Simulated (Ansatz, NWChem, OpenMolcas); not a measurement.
**Errors in the dipole moment**

8 molecules; the dipole moment in D, computed less measured. Shapes, held fixed at every level: PBE0-D4/def2-TZVP. No vibrational averaging. Dipoles are compared by magnitude; molecules under 1 D, whose direction can flip, are left out. Programs: Ansatz 0.2.0, NWChem 7.3.0, OpenMolcas 26.06. A level may come from different programs for different species; with the same settings they agree closely. Measured values: NIST CCCBDB.

Levels: A = PBE/aug-cc-pVDZ; B = TPSS/aug-cc-pVDZ; C = r2SCAN/aug-cc-pVDZ; D = B3LYP/aug-cc-pVDZ.

| molecule | measured | A | B | C | D |
| --- | --- | --- | --- | --- | --- |
| C2H2O (ethenone) | 1.42 | -0.05 | -0.03 | +0.03 | +0.07 |
| CH2ClF (chlorofluoromethane) | 1.82 | -0.09 | -0.04 | -0.02 | 0.00 |
| CH2F2 (difluoromethane) | 1.97 | -0.19 | -0.14 | -0.13 | -0.05 |
| CHBrF2 (bromodifluoromethane) | 1.50 | -0.19 | -0.15 | -0.13 | -0.12 |
| C2H2F2 (SMILES C=C(F)F) | 1.38 | -0.30 | -0.23 | -0.25 | -0.13 |
| C2H3FO (SMILES CC(=O)F) | 2.96 | -0.09 | -0.08 | +0.01 | +0.03 |
| CH5N (methylamine) | 1.31 | -0.05 | -0.05 | -0.03 | -0.01 |
| C2H5N (N-methylmethanimine) | 1.53 | -0.12 | -0.09 | -0.07 | -0.02 |

Question: Sum up the errors.

Answer: 
```json
{"level": "PBE/aug-cc-pVDZ", "kind": "GGA", "mean error": "-0.135", "mean absolute error": "0.135", "worst case": "C2H2F2"}
{"level": "TPSS/aug-cc-pVDZ", "kind": "meta-GGA", "mean error": "-0.101", "mean absolute error": "0.101", "worst case": "C2H2F2"}
{"level": "r2SCAN/aug-cc-pVDZ", "kind": "meta-GGA", "mean error": "-0.074", "mean absolute error": "0.084", "worst case": "C2H2F2"}
{"level": "B3LYP/aug-cc-pVDZ", "kind": "global hybrid", "mean error": "-0.029", "mean absolute error": "0.054", "worst case": "C2H2F2"}
```

On this set B3LYP/aug-cc-pVDZ has the smallest mean absolute error and PBE/aug-cc-pVDZ the largest. PBE/aug-cc-pVDZ is too low in 8 of 8; TPSS/aug-cc-pVDZ is too low in 8 of 8; r2SCAN/aug-cc-pVDZ is too low in 6 of 8. The smallest two are near a tie. The largest two are near a tie. Relativity is left out for Br. The set is small.

The shortfall of the semilocal functionals is concentrated in the three molecules with two fluorines on one carbon, which have the largest errors with PBE, TPSS and r2SCAN alike. Fluorine draws σ density from carbon but returns some π density from its lone pairs. In 1,1-difluoroethene this back-donation reaches into the C=C bond and opposes the σ dipole, so the net moment depends on a delicate balance. B3LYP gives a larger moment than PBE in every row, probably because exact exchange curbs excessive delocalization and leaves the bonds more polar.

That shift is not always an improvement: in ethenone it turns a small underestimate into a slightly larger overestimate, so the hybrid's advantage holds on average but not for each molecule. Bromodifluoromethane hardly changes between r2SCAN and B3LYP, which suggests that part of its error doesn't come from the functional. With only one basis set, any basis contribution to these remaining errors can't be separated out.
